Gibbs stoichiometric rule and the count of conserved quantities

1. Premises and notation

System: a closed, uniform solution of fixed volume V at fixed temperature. S species with amounts n_i (mol), concentrations c = n/V (mol/L), r reaction steps. Vectors are columns; ᵀ is the transpose.

P1. The species list is fixed, and each species has a definite formula and charge number. The formula matrix A has one row per element plus one row for charge, and one column per species. The entries of A n are the element totals and the total charge.

P2. Step j turns the reactant set α_j into the product set β_j (non-negative integer vectors of length S, α_j ≠ β_j). Its stoichiometric vector is ν_j = β_j − α_j, negative for net reactants. N is the S × r matrix with columns ν_j.

P3. Amounts change only through these steps:
(1) dc/dt = N v, hence n(t) = n(0) + N ξ(t), with net rates v_j in mol/(L s) and extents ξ_j = V ∫ v_j dt in mol.

P4. Each step conserves the atoms of each element and the charge: A α_j = A β_j.

P5 (used only in sections 4 and 5). Elementary rate laws: v_j = k_j⁺ c^α_j − k_j⁻ c^β_j, where c^α = Π_i c_i^α_i, with c in units of c° = 1 mol/L. For a reversible step k_j⁺/k_j⁻ = K_j and ln K_j = −ν_jᵀ μ°/(RT), μ° the standard chemical potentials. An irreversible step has k_j⁻ = 0.

Write C = rank A and ρ = rank N.

2. A N = 0 and the canonical set

From P4, A ν_j = A β_j − A α_j = 0 for each j, so
(2) A N = 0.
Every column of N lies in ker A. The dimension of ker A follows by construction.

Step 1, drop dependent rows. Choose C independent rows of A and call the result Ā (C × S). Every row of A is a combination of these, A = L Ā. So Ā x = 0 implies A x = 0; the converse holds because the rows of Ā are rows of A. Thus ker A = ker Ā. This step cannot be skipped: A itself often has dependent rows, and then no square block taken over all its rows is invertible.

Step 2, choose components. Row rank equals column rank, so Ā has C independent columns. Number these species first: Ā = [A1 A2], with A1 of size C × C and invertible, A2 of size C × (S − C). The first C species are the components. Define
(3) B = A1⁻¹ A2.
Column k of B gives the formula of non-component k as a combination of component formulas, since A1 B = A2.

Step 3, solve. Split x = (x1; x2). Ā x = A1 x1 + A2 x2 = 0 holds if and only if x1 = −B x2. Therefore
(4) ker A = { N* x2 }, N* = [−B; I], with I the unit matrix of order S − C stacked under −B.
The columns of N* span ker A by (4). They are independent because N* x2 = 0 gives x2 = 0 from the lower block. Hence dim ker A = S − C. Column k of N* is the formation of one unit of non-component k from components alone. This is the canonical set.

Step 4, factor the mechanism. Split N = (N1; N2) by the same ordering. By (2) and (4) each column of N equals N* times its own lower part:
(5) N = N* N2, N1 = −B N2.

N* is an algebraic basis of everything the formulas allow. It is not a mechanism, its columns need not be elementary steps, and P5 does not apply to them. It depends on the choice of components; any C species with det A1 ≠ 0 will do, and the span is the same. It does not depend on which C independent rows were kept, because Ā → M Ā with M invertible leaves B = (M A1)⁻¹ M A2 unchanged.

3. The Gibbs stoichiometric rule

N y = 0 implies N2 y = 0 (lower block), and N2 y = 0 implies N y = N* N2 y = 0. N and N2 have the same kernel and the same number of columns, so ρ = rank N2. N2 has S − C rows. Therefore
(6) ρ ≤ S − C.
At most S − rank A reactions are linearly independent, and the bound is reached, by N* for one. Also ρ ≤ r. The number to subtract is the rank, not the number of rows. Example: for C2H4 and C3H6 the rows C (2, 3) and H (4, 6) are proportional, C = 1, and one reaction exists, 3 C2H4 ⇌ 2 C3H6.

With (5), n − n(0) = N* η, where η = N2 ξ. By the unit block, η_k is just the change in the amount of non-component k, and the components change by −B η.

4. Linear invariants

Definition: w is a linear invariant if wᵀc stays constant along every solution of (1) that starts at positive c. By (1) this means wᵀ N v(c) = 0 for all positive c.

(a) Sufficiency. If wᵀN = 0, then d(wᵀc)/dt = 0 whatever the rate laws are.

(b) Necessity, when invariance is to hold however fast each step is. Multiply both constants of step j by λ_j > 0; this keeps K_j. The condition is Σ_j λ_j (wᵀν_j) v_j(c) = 0 for all λ. The derivative with respect to λ_j gives (wᵀν_j) v_j(c) = 0. Since α_j ≠ β_j the two monomials in v_j differ, so v_j(c) ≠ 0 at some positive c. Hence wᵀν_j = 0 for each j.

(c) Necessity at fixed constants, when all steps are reversible. By P5, c*_i = exp(−μ°_i/RT) satisfies c*^ν_j = K_j, so at c* each step balances, k_j⁺ c*^α_j = k_j⁻ c*^β_j = e_j > 0. Put c_i = c*_i exp(x_i). Then v_j = e_j [exp(α_jᵀx) − exp(β_jᵀx)] = −e_j ν_jᵀx + O(x²), and N v = −N D Nᵀ x + O(x²), D = diag(e_j). Invariance near c* needs wᵀ N D Nᵀ = 0. Multiply by w: Σ_j e_j (ν_jᵀw)² = 0, so ν_jᵀw = 0 for each j.

So the invariants are the solutions of Nᵀw = 0. Nᵀ has S columns and rank ρ, and rank plus nullity equals the number of columns:
(7) number of independent linear invariants = S − ρ.

Structure of this space. Split w = (w1; w2). By (5), wᵀN = (−w1ᵀB + w2ᵀ) N2 = uᵀ N2 with u = w2 − Bᵀ w1. So w is an invariant if and only if
(8) wᵀ = w1ᵀ [I B] + [0 uᵀ], w1 arbitrary, uᵀ N2 = 0.
First part: [I B] = A1⁻¹ Ā spans the row space of A and has dimension C. Its rows give the component totals T = n1 + B n2, which carry the same information as the element and charge totals. Second part: u lies in the left null space of N2, of dimension
(9) s = (S − C) − ρ ≥ 0.
The two parts share only w = 0, because w1ᵀ[I B] = [0 uᵀ] forces w1 = 0. The dimensions add:
(10) S − ρ = C + s.
The s extra invariants come from the mechanism, not from the formulas. s is also the number of independent balanced reactions that no combination of the steps can produce. An extra invariant is defined only up to rows of A, and by (8) it can always be written in non-components alone. It restricts the canonical extents: uᵀη = uᵀN2 ξ = 0. Equality in (6) is the case s = 0.

5. Dependent steps

ker N has dimension r − ρ. For σ with N σ = 0, P5 gives
(11) Σ_j σ_j ln K_j = −(N σ)ᵀ μ°/(RT) = 0.
These are the Wegscheider conditions: only ρ of the r constants K_j are free. At equilibrium the S unknown concentrations obey ρ independent mass-action relations and S − ρ linear balances, S equations in all.

6. The charge row

Let A_E be the element rows and zᵀ the charge row. Either zᵀ = qᵀ A_E for some vector q, or not. In the first case each element e carries a single number q_e that reproduces the charge of every species, as a fixed oxidation number does. Then C = rank A_E, and A_E ν = 0 implies zᵀν = qᵀA_E ν = 0: atom balance enforces charge balance. In the second case C = rank A_E + 1, and charge balance removes one reaction that atom balance would allow.

In both cases zᵀn is among the C formula invariants. Electroneutrality, zᵀn = 0, fixes the value of that invariant. It is not a further invariant and is not counted in s.

7. Range of validity

Equations (2) to (6) are exact algebra under P1, P2 and P4. They need no rate law, ideality or equilibrium. They say nothing about direction, rate or yield.

Species list. C and S − C belong to the chosen list. Isomers, and one substance in two phases, are separate columns with the same formula; each adds one to S and to S − C. Isotopic labels and surface sites enter as further rows. A reaction at an electrode conserves charge only if the electron is listed as a species.

Closed system. In a stirred flow vessel with residence time τ and constant density, dc/dt = N v + (c_in − c)/τ, so d(wᵀc)/dt = (wᵀc_in − wᵀc)/τ. The quantity is free of the chemistry but relaxes to its feed value as exp(−t/τ). If only species i is exchanged with a reservoir, the invariants with w_i = 0 survive. If V changes, use n in place of c. With diffusion the invariants hold for volume integrals, not locally.

Accidental invariants. Irreversible branching escapes (c). For X → Y (k1) and X → Z (k2), the quantity k2 n_Y − k1 n_Z is constant although it is not in the left null space of N. It depends on the rate constants and fails test (b); (7) does not count it. Nonlinear first integrals are not counted either.

Boundary states. Section 4 assumes positive c. If an element is absent at the start, its species stay at zero and should be struck from the list.

Time scale. Extra invariants usually arise because slow steps are left out of N. They then hold only for times short against those steps, and their drift wᵀN_slow v_slow has to be estimated. The C formula invariants have no such limit.

8. Illustration: aqueous carbonate

8.1 Formula matrix. S = 7, components first.

      H2O  H⁺  CO2 | OH⁻  H2CO3  HCO3⁻  CO3²⁻
C      0    0    1  |  0     1      1      1
H      2    1    0  |  1     2      1      0
O      1    0    2  |  1     3      3      3
z      0    1    0  | −1     0     −1     −2

Column by column, z = 4C + H − 2O (for HCO3⁻, 4 + 1 − 6 = −1). The charge row is dependent, with q = (+4, +1, −2). Drop it. The left 3 × 3 block has det A1 = −1, so C = 3 with four rows, and ρ ≤ 7 − 3 = 4. Writing H3O⁺ for H⁺ adds the H2O column to the H⁺ column and changes no rank. The triple CO2, OH⁻, HCO3⁻ cannot serve as components: the third column is the sum of the first two and the determinant is 0.

Solve A1 x = (C, H, O): the C row gives x3 = C, the O row x1 = O − 2C, the H row x2 = H − 2x1 = 4C + H − 2O. So A1⁻¹ has rows (−2, 0, 1), (4, 1, −2), (1, 0, 0), and x2 is the charge. Applied to A2:

B      OH⁻  H2CO3  HCO3⁻  CO3²⁻
H2O     1     1      1      1
H⁺     −1     0     −1     −2
CO2     0     1      1      1

Canonical set, from [−B; I]:
H2O ⇌ H⁺ + OH⁻
H2O + CO2 ⇌ H2CO3
H2O + CO2 ⇌ H⁺ + HCO3⁻
H2O + CO2 ⇌ 2 H⁺ + CO3²⁻

Component totals, from [I B]:
T(H2O) = [H2O] + [OH⁻] + [H2CO3] + [HCO3⁻] + [CO3²⁻]
T(H⁺) = [H⁺] − [OH⁻] − [HCO3⁻] − 2[CO3²⁻] = −Alk
T(CO2) = [CO2] + [H2CO3] + [HCO3⁻] + [CO3²⁻] = C_T
The last two are minus the carbonate alkalinity and the total inorganic carbon. Alk contains no [CO2], so it survives exchange of CO2 with a gas reservoir, while C_T does not.

Variations. Add Na⁺: S = 8, five rows, z = 4C + H − 2O + Na, C = 4, bound still 4; neutrality sets Alk = [Na⁺]. Add O2 to the seven species: z − 4C − H + 2O equals 4 in its column and 0 elsewhere, so the charge row is independent (the minor on H2O, H⁺, CO2, O2 is −4), C = 4, and the bound is 8 − 4 = 4. [O2] is then conserved by formula alone. Without the charge row the count would be 5 and would admit 2 H2O → O2 + 4 H⁺, which creates charge. Add H2 as well: S = 9, C = 4, bound 5. The acid-base mechanism below has ρ = 4, so there are 5 invariants and s = 1; the missing reaction is 2 H2 + O2 ⇌ 2 H2O.

8.2 Mechanism, r = 6.
1: CO2 + H2O ⇌ H2CO3
2: CO2 + OH⁻ ⇌ HCO3⁻
3: H2CO3 ⇌ H⁺ + HCO3⁻
4: HCO3⁻ ⇌ H⁺ + CO3²⁻
5: H2O ⇌ H⁺ + OH⁻
6: HCO3⁻ + OH⁻ ⇌ CO3²⁻ + H2O

N2       1   2   3   4   5   6
OH⁻      0  −1   0   0   1  −1
H2CO3    1   0  −1   0   0   0
HCO3⁻    0   1   1  −1   0  −1
CO3²⁻    0   0   0   1   0   1

The minor on columns 1, 3, 4, 5 is −1, so ρ = 4, s = 0, and there are 3 invariants. There are 6 − 4 = 2 dependences, ν2 = ν1 + ν3 − ν5 and ν6 = ν4 − ν5, so by (11) K(2) = K(1)K(3)/K(5) and K(6) = K(4)/K(5), where K(j) is the constant of step j.

Steps 1 and 2 form a C–O bond and are slow; 3 to 6 are proton transfers. Keep only 3 to 6. Columns 3, 4, 5 are independent (they belong to the nonzero minor) and ν6 depends on them, so ρ = 3, there are 7 − 3 = 4 invariants, and s = 1. The vector u = (0, 1, 1, 1) annihilates these four columns. The extra invariant is the labile pool C′ = [H2CO3] + [HCO3⁻] + [CO3²⁻], or equally [CO2] = C_T − C′.

8.3 Inputs. Approximate values at 25 °C in dilute solution, water activity 1, constants in mol/L: pK1 = 6.35 for the composite K1 = [H⁺][HCO3⁻]/([CO2] + [H2CO3]); pK2 = 10.33 for K2 = K(4); pKw = 14.00 for Kw = K(5); Kh = K(1) = [H2CO3]/[CO2] ≈ 1.7×10⁻³. Since [CO2] + [H2CO3] = [H2CO3](1 + Kh)/Kh, the constant of step 3 is Ka = K1(1 + Kh)/Kh = 2.6×10⁻⁴, pKa = 3.58. The dependences give log10 K(2) = 7.65 and log10 K(6) = 3.67. Activity coefficients are set to 1 for now.

Sample: ultrapure water dosed with CO2, of the kind used to rinse wafers with less static charging, sealed without headspace, with an illustrative C_T = 1000 µmol/L. State 0 is its equilibrium, Alk = 0. NaOH is then mixed in at once to 500 µmol/L with negligible dilution, which resets Alk to 500 µmol/L and leaves C_T. State I: steps 3 to 6 at equilibrium, CO2 frozen. State II: all six steps at equilibrium. Na⁺ adds one species and one invariant and is otherwise idle.

8.4 Closure. Let h = [H⁺] and a = [CO2] + [H2CO3]. At full equilibrium [HCO3⁻] = K1 a/h and [CO3²⁻] = K1 K2 a/h², so C_T = a Q/h² with Q = h² + K1 h + K1 K2. Insert in the alkalinity:
(12) Alk = C_T φ + Kw/h − h, φ = (K1 h + 2 K1 K2)/Q.
Here dφ/dh = −K1(h² + 4 K2 h + K1 K2)/Q² < 0, so the right side falls steadily from +∞ to −∞ and has one positive root. In state I the pool that equilibrates is C′ and its neutral member is H2CO3 alone, so (12) holds with C_T → C′ and K1 → Ka, and C′ keeps its value from state 0, 23 µmol/L. The extra invariant replaces the mass-action relation Kh, which is not obeyed in state I.

Roots of (12), concentrations in µmol/L:

          state 0     state I     state II
CO2        977         977         499
H2CO3      1.7         6×10⁻⁷      0.85
HCO3⁻      21          7           500
CO3²⁻      4.7×10⁻⁵    15          0.05
H⁺         21          2.2×10⁻⁵    0.45
OH⁻        4.8×10⁻⁴    462         0.022
pH         4.68        10.66       6.35

The sums for C_T and Alk close within the rounding of the entries. The pH of state II lies at pK1 because the dose was chosen as half of C_T; it tests nothing. From I to II the canonical extents per volume are the changes of the non-components, η/V = (−462, +0.85, +493, −15) µmol/L. The components follow from −Bη: CO2 changes by −(η2 + η3 + η4)/V = −479 µmol/L and H2O by −(η1 + η2 + η3 + η4)/V = −17 µmol/L. The latter is 3×10⁻⁷ of about 55 mol/L, which justifies a fixed water activity.

8.5 Size of what was neglected.

Activity. The ionic strength is 0.52 mmol/L in state I and 0.50 mmol/L in state II. The Debye–Hückel limiting law, log10 γ = −0.51 z² √(I/c°), gives log10 γ1 = −0.0116 and −0.0114 for singly charged ions. In I, pH = pKw + log10(γ1[OH⁻]); in II, pH = pK1 + log10(γ1[HCO3⁻]/a). The concentrations in these expressions are pinned mainly by the invariants, so each pH falls by about 0.01. The ratio [CO3²⁻]/[HCO3⁻] = K2 γ1²[OH⁻]/(γ2 Kw) rises by the factor γ1²/γ2 = γ1⁻² = 1.05, which in I moves about 0.3 µmol/L from HCO3⁻ to CO3²⁻. The concentration [H⁺] = Kw/(γ1²[OH⁻]) rises by the same factor in I and II, which alters its second figure.

Kh. It is the least certain equilibrium input, and the H2CO3 row is roughly proportional to it. Halving it at fixed K1 lowers C′ by 0.8 µmol/L and shifts the pH of state I by less than 0.002.

Lifetime of the extra invariant. Typical constants are k1 ≈ 0.04 s⁻¹ (water absorbed) and k2 ≈ 8.5×10³ L/(mol s). In state I, d[CO2]/dt = −(k1 + k2[OH⁻])[CO2] + k1⁻[H2CO3] + k2⁻[HCO3⁻]. With k1⁻ = k1/Kh = 24 s⁻¹ and k2⁻ = k2/K(2) = 1.9×10⁻⁴ s⁻¹ the two reverse terms together are below 0.01 µmol/(L s). The forward factor is about 4 s⁻¹, so CO2 is lost at about 4 µmol/L per ms. At that rate C′ doubles in about 6 ms. Each CO2 converted uses about 1 + f = 1.7 OH⁻, f being the carbonate fraction of the pool, so the pH drifts down by about 0.006 per ms. On the short side, take 10⁹ L/(mol s) as a cautious lower estimate for k6 and for the recombination constant k3⁻. Then 1/(k6[OH⁻]) ≈ 2 µs and 1/(Ka k3⁻) ≈ 4 µs. The count s = 1 therefore applies from some microseconds to about a millisecond after mixing; slower mixing blurs state I.

Result of the model: with the same three formula invariants, the mechanism of rank 3 with its one extra invariant gives pH 10.66, and the mechanism of rank 4, which reaches the Gibbs bound, gives pH 6.35, each about 0.01 lower once activity coefficients are included.